## Why is the Mayer bond order a covariance, and what does UHF do to it when a bond breaks?

I have read that the Wiberg/Mayer bond order is "minus twice the covariance of the atomic populations", and that for UHF one must add a spin-density term. I would like to see this in the smallest possible model. For H$_2$ in a minimal basis, or the two-site Hubbard model as $U/t$ grows, what is $B$ in RHF and UHF? Is it the spin-density term that sends $B$ to zero? And does the covariance reading survive for the exact wavefunction?

---

## Answer

For any single determinant the covariance and the density-matrix formula are the same number. In the half-filled Hubbard dimer RHF gives $B=1$ and UHF gives $B=\min(1,4t^2/U^2)$. The spin-density term is zero there, so it is not what removes the bond. For the exact state the two definitions separate.

### 1. The general statement

Take real basis functions $\chi_\mu$ with overlap matrix $\mathbf S$, each assigned to an atom. Let $c^\dagger_{\mu\sigma}$ create an electron in $\chi_\mu$ with spin $\sigma$, so that $\{c_{\mu\sigma},c^\dagger_{\nu\sigma'}\}=S_{\mu\nu}\delta_{\sigma\sigma'}$. The dual annihilators $\tilde c_{\mu\sigma}=\sum_\lambda (S^{-1})_{\mu\lambda}c_{\lambda\sigma}$ obey $\{\tilde c_{\mu\sigma},c^\dagger_{\nu\sigma'}\}=\delta_{\mu\nu}\delta_{\sigma\sigma'}$. Define

$$\hat N_A=\sum_{\mu\in A}\sum_\sigma c^\dagger_{\mu\sigma}\tilde c_{\mu\sigma}.$$

Let the determinant have orthonormal occupied orbitals of pure $\alpha$ or $\beta$ spin with coefficients $\mathbf C^\sigma$, and $\mathbf P^\sigma=\mathbf C^\sigma\mathbf C^{\sigma T}$. Then $\langle c^\dagger_{\mu\sigma}c_{\lambda\sigma}\rangle=(SP^\sigma S)_{\lambda\mu}$, hence $\langle c^\dagger_{\mu\sigma}\tilde c_{\nu\sigma}\rangle=(P^\sigma S)_{\nu\mu}$, and $\langle\hat N_A\rangle$ is the Mulliken population. Wick's theorem holds for a determinant and gives

$$\langle c^\dagger_{\mu\sigma}\tilde c_{\mu\sigma}c^\dagger_{\nu\sigma'}\tilde c_{\nu\sigma'}\rangle=(P^\sigma S)_{\mu\mu}(P^{\sigma'}S)_{\nu\nu}+\delta_{\sigma\sigma'}(P^\sigma S)_{\nu\mu}\left[\delta_{\mu\nu}-(P^\sigma S)_{\mu\nu}\right].$$

The first term sums to $\langle\hat N_A\rangle\langle\hat N_B\rangle$. For $A\neq B$ the $\delta_{\mu\nu}$ drops out, and

$$B_{AB}\equiv-2\left(\langle\hat N_A\hat N_B\rangle-\langle\hat N_A\rangle\langle\hat N_B\rangle\right)=2\sum_\sigma\sum_{\mu\in A}\sum_{\nu\in B}(P^\sigma S)_{\mu\nu}(P^\sigma S)_{\nu\mu}.\tag{1}$$

Insert $\mathbf P^{\alpha,\beta}=(\mathbf D\pm\mathbf Q)/2$, with total density $\mathbf D=\mathbf P^\alpha+\mathbf P^\beta$ and spin density $\mathbf Q=\mathbf P^\alpha-\mathbf P^\beta$. The cross terms cancel between the spins:

$$B_{AB}=\sum_{\mu\in A}\sum_{\nu\in B}\left[(DS)_{\mu\nu}(DS)_{\nu\mu}+(QS)_{\mu\nu}(QS)_{\nu\mu}\right].\tag{2}$$

With $\mathbf Q=0$ this is Mayer's closed-shell index (1983), and with $\mathbf S=\mathbf 1$ as well it is Wiberg's (1968). Two points matter below. Only same-spin pairs contribute to (1), because opposite spins are uncorrelated in such a determinant. And $\hat N_A$ is Hermitian only if functions on different atoms are orthogonal. Otherwise it is built from an oblique projector, and the "covariance" may take a sign that no probability distribution allows.

The smallest case that needs the spin term is one electron on two orthogonal sites in the bonding orbital. Then $D_{AB}=Q_{AB}=1/2$, each term of (2) is $1/4$, and $B=1/2$. Directly: $N_A N_B=0$ always and $\langle N_A\rangle=\langle N_B\rangle=1/2$, so the covariance is $-1/4$ and $B=1/2$. The total-density term alone would give half of that.

### 2. The model

Two orthogonal sites, two electrons, $S_z=0$, $t>0$, $U\ge0$:

$$\hat H=-t\sum_\sigma\left(c^\dagger_{A\sigma}c_{B\sigma}+c^\dagger_{B\sigma}c_{A\sigma}\right)+U\hat d,\qquad \hat d=\hat n_{A\uparrow}\hat n_{A\downarrow}+\hat n_{B\uparrow}\hat n_{B\downarrow}.$$

With two electrons, $\hat d$ projects on the ionic configurations $(N_A,N_B)=(2,0)$ and $(0,2)$, where $N_AN_B=0$. On the covalent configurations $N_AN_B=1$. So $\hat N_A\hat N_B=1-\hat d$, and any state with $\langle N_A\rangle=\langle N_B\rangle=1$ has

$$B^{\rm cov}=-2\,{\rm cov}(N_A,N_B)=2\langle\hat d\rangle=2\,\frac{dE}{dU}.\tag{3}$$

The last step is the Hellmann–Feynman theorem, valid for the exact state and for variationally optimised RHF and UHF. The bond order is twice the ionic weight.

### 3. RHF and UHF in closed form

Let $g,u=(A\pm B)/\sqrt2$ and

$$\psi_\alpha=\cos\theta\,g+\sin\theta\,u,\qquad\psi_\beta=\cos\theta\,g-\sin\theta\,u .$$

The site coefficients of $\psi_\alpha$ are $(\cos\theta\pm\sin\theta)/\sqrt2$, and those of $\psi_\beta$ are interchanged. Therefore

$$P^\alpha_{AA}=P^\beta_{BB}=\tfrac12(1+\sin2\theta),\qquad P^\alpha_{BB}=P^\beta_{AA}=\tfrac12(1-\sin2\theta),\qquad P^\alpha_{AB}=P^\beta_{AB}=\tfrac12\cos2\theta .$$

The hopping energy is $-2t(P^\alpha_{AB}+P^\beta_{AB})$ and $\langle\hat d\rangle=P^\alpha_{AA}P^\beta_{AA}+P^\alpha_{BB}P^\beta_{BB}=\tfrac12\cos^22\theta$, so

$$E(\theta)=-2t\cos2\theta+\tfrac U2\cos^22\theta .$$

Nothing is lost by the symmetric choice of angles. Angles $\phi+\theta$ for $\alpha$ and $\phi-\theta$ for $\beta$ give $E=-2t\cos2\theta\cos2\phi+\frac U2(1+\cos^22\theta-\cos^22\phi)$, which for $\cos2\theta\ge0$ is lowest at $\phi=0$.

$E$ is a parabola in $x=\cos2\theta\le1$ with its vertex at $x=2t/U$. For $U\le2t$ the minimum is at $\theta=0$, the RHF solution, with $E=-2t+U/2$. For $U>2t$, beyond the Coulson–Fischer point, $\cos2\theta=2t/U$ and $E=-2t^2/U$. Equation (1) gives $B=2\cdot2\cdot(\tfrac12\cos2\theta)^2$:

$$B_{\rm RHF}=1,\qquad B_{\rm UHF}=\cos^22\theta=\min\left(1,\frac{4t^2}{U^2}\right).\tag{4}$$

Equation (3) never used a density matrix, and it agrees: $2\,dE/dU$ is $1$ for RHF and $4t^2/U^2$ on the broken-symmetry branch. This is the general statement made explicit.

Now split (4) as in (2). $D_{AB}=\cos2\theta$ and $Q_{AB}=0$. The spin density is large on the diagonal, $Q_{AA}=-Q_{BB}=\sin2\theta$, but (2) uses only the intersite block. The bond order falls because spin polarisation shrinks the off-diagonal total density. Each electron settles on its own site, and the populations stop fluctuating.

The determinant is a mixture of spin states. Its amplitudes on $A\!\uparrow B\!\downarrow$ and $B\!\uparrow A\!\downarrow$ are $\frac12(1\pm\sin2\theta)$. The spatially antisymmetric combination is the $M_S=0$ triplet, with weight $\frac12\sin^22\theta$. Hence $\langle\hat S^2\rangle=\sin^22\theta$ (in $\hbar^2$) and $B_{\rm UHF}=1-\langle\hat S^2\rangle$.

### 4. Putting the overlap back: minimal-basis H$_2$

Let $a,b$ be normalised 1s functions with overlap $S$, and $g=(a+b)/\sqrt{2(1+S)}$, $u=(a-b)/\sqrt{2(1-S)}$, with $\psi_{\alpha,\beta}$ as before. Put $p=\cos\theta/\sqrt{2(1+S)}$ and $q=\sin\theta/\sqrt{2(1-S)}$. The $\alpha$ coefficients are $C=(p+q,\;p-q)$, and $SC=((1+S)p+(1-S)q,\;(1+S)p-(1-S)q)$. For one orbital $(PS)_{\mu\nu}=C_\mu(SC)_\nu$. With $m=\sin2\theta/\sqrt{1-S^2}=4pq$,

$$(P^\alpha S)_{ab}=\tfrac12(\cos2\theta+Sm),\qquad(P^\alpha S)_{ba}=\tfrac12(\cos2\theta-Sm),$$

and $m\to-m$ for $\beta$. So $(DS)_{ab}=(DS)_{ba}=\cos2\theta$ and $(QS)_{ab}=-(QS)_{ba}=Sm$, and (2) reads

$$B=\underbrace{\cos^22\theta}_{\text{total density}}-\underbrace{\frac{S^2\sin^22\theta}{1-S^2}}_{\text{spin density}}=1-\frac{\sin^22\theta}{1-S^2}.\tag{5}$$

RHF ($\theta=0$) has $B=1$ at every distance. On dissociation UHF puts one electron on each atom, $\theta\to\pi/4$ and $S\to0$, so $B\to0$. The spin term is negative and of order $S^2$.

The link to the Hubbard dimer is exact if its sites are read as the Löwdin-orthogonalised $a$ and $b$. Their sum and difference are the same $g$ and $u$, so $\theta$ is the same. The Wiberg index in the Löwdin basis is $\cos^22\theta$, and the Mayer index of the same state is (5). Take the illustrative value $S=0.3$. At $U/t=4$, $\theta=30^\circ$, the total-density term is $0.2500$, the spin term is $-0.0742$, and $B=0.1758$. Equation (5) vanishes at $\cos2\theta=S$, where $p=q$ and the determinant is simply $|a\alpha\,b\beta|$. With $S$ held at $0.3$ this happens at $U/t=2/S=6.67$, and at $U/t=8$ one finds $B=-0.0302$. Since $N_A+N_B$ is fixed, $B=2\,{\rm Var}(N_A)$, and a negative value is possible only because the Mulliken operator is not Hermitian.

### 5. The exact ground state

The ground state lies in the span of the covalent singlet and the symmetric ionic singlet, where

$$H=\begin{pmatrix}0&-2t\\-2t&U\end{pmatrix},\qquad E_0=\tfrac12\left(U-\sqrt{U^2+16t^2}\right).$$

Let $r=U/\sqrt{U^2+16t^2}$. From (3),

$$B^{\rm cov}_{\rm exact}=1-r .$$

The right-hand side of (1) can also be evaluated with the exact density matrix. The hopping term is $-4t\,P^\sigma_{AB}$, so $P^\sigma_{AB}=-\frac14\,\partial E_0/\partial t=2t/\sqrt{U^2+16t^2}$, and

$$B^{P}_{\rm exact}=4\,(P^\sigma_{AB})^2=\frac{16t^2}{U^2+16t^2}=1-r^2 .$$

These differ by $B^{\rm cov}-B^P=-r(1-r)$, the contribution of the two-electron cumulant that Wick's theorem sets to zero for a determinant. It vanishes at $U=0$ and is largest in magnitude, $-0.25$, at $r=1/2$, which is $U/t=2.31$.

| $U/t$ | $E_{\rm UHF}/t$ | $E_0/t$ | $B_{\rm UHF}$ | $B^{\rm cov}_{\rm exact}$ | $B^{P}_{\rm exact}$ |
|---|---|---|---|---|---|
| 1 | $-1.5000$ | $-1.5616$ | 1.0000 | 0.7575 | 0.9412 |
| 2 | $-1.0000$ | $-1.2361$ | 1.0000 | 0.5528 | 0.8000 |
| 4 | $-0.5000$ | $-0.8284$ | 0.2500 | 0.2929 | 0.5000 |
| 8 | $-0.2500$ | $-0.4721$ | 0.0625 | 0.1056 | 0.2000 |
| 16 | $-0.1250$ | $-0.2462$ | 0.0156 | 0.0299 | 0.0588 |

$B_{\rm RHF}=1$ in every row. Three features are worth reading off.

**Small $U$.** The exact covariance falls at once, as $1-U/4t$, while Hartree–Fock stays at 1 until $U=2t$ and then drops with a kink of slope $-1/t$. The RHF energy is right to first order in $U$, but its bond order, the derivative of the energy, is right only to zeroth order.

**Large $U$.** The three decaying columns approach $4t^2/U^2$, $8t^2/U^2$ and $16t^2/U^2$. The factor 2 between UHF and the exact covariance has a plain cause. The triplet component has no ionic weight, and it makes up half of the UHF state in this limit. The singlet component alone, normalised, has $2\langle\hat d\rangle=2\cos^22\theta/(1+\cos^22\theta)\to8t^2/U^2$, the exact limit.

**Mechanism.** In the exact singlet $\langle n_{A\sigma}\rangle=1/2$ and $n_{A\sigma}n_{B\sigma}=0$, so each same-spin covariance is $-1/4$, and the two of them contribute exactly 1 to $B^{\rm cov}$ at every $U$. The two opposite-spin covariances are each $\frac12(1-\langle\hat d\rangle)-\frac14=r/4$ and contribute $-r$. The exact state quenches the charge fluctuation through opposite-spin correlation. A determinant has no such term, so UHF imitates it by reducing the same-spin part, at the price of spin symmetry.

### 6. A device with the same Hamiltonian

Two electrons in a silicon double quantum dot at zero detuning, prepared in the singlet, are commonly described by this model, and $B^{\rm cov}/2$ is the probability of finding both in one dot. An interdot repulsion $V\hat N_A\hat N_B=V(1-\hat d)$ only shifts the energy and replaces $U$ by $U-V$, so $U$ below means that difference. Take the approximate inputs $U=4$ meV and $t=20\ \mu$eV, so $U/t=200$. The $S_z=0$ triplet has energy zero, so the singlet–triplet splitting is $J=-E_0=0.40\ \mu$eV, or $J/h=97$ MHz. The inputs were chosen to place $J/h$ in the range of roughly 10 to 100 MHz typical of switched-on exchange in such devices. The model then gives $B_{\rm RHF}=1$, $B_{\rm UHF}=1.0\times10^{-4}$, $B^{\rm cov}_{\rm exact}=2.0\times10^{-4}$ and $B^P_{\rm exact}=4.0\times10^{-4}$.

One omitted term rivals these numbers. Suppose each dot has an excited level at energy $\delta$ (in silicon the upper valley, typically of order 0.1 meV), reached from the other dot's ground level by a hopping $t'$. The covalent singlet couples with strength $t'$ to one extra doubly occupied singlet per dot, at energy $U+\delta$. To second order this adds $2t'^2/(U+\delta)^2$ to the ionic weight and $4t'^2/(U+\delta)^2$ to $B^{\rm cov}$. For $t'=t$ and $\delta=0.1$ meV the addition is about $1\times10^{-4}$, half the one-level value. The figure $2.0\times10^{-4}$ is therefore the model's, and for a real device it indicates the order of magnitude only.

### 7. Comparison with the general statement

For both determinants the covariance (3) and the density-matrix sum (1) coincide at every $U/t$, giving 1 for RHF and $\cos^22\theta$ for UHF, and (5) is the same state analysed with Mulliken operators. The spin term of (2) is required for the identity. It supplies half of $B$ in the one-electron bond, $-S^2\sin^22\theta/(1-S^2)$ in stretched H$_2$, and nothing in the orthogonal half-filled dimer. Beyond one determinant the identity fails by the cumulant term $-r(1-r)$, and a quoted bond order must say whether it is the covariance or the density-matrix expression.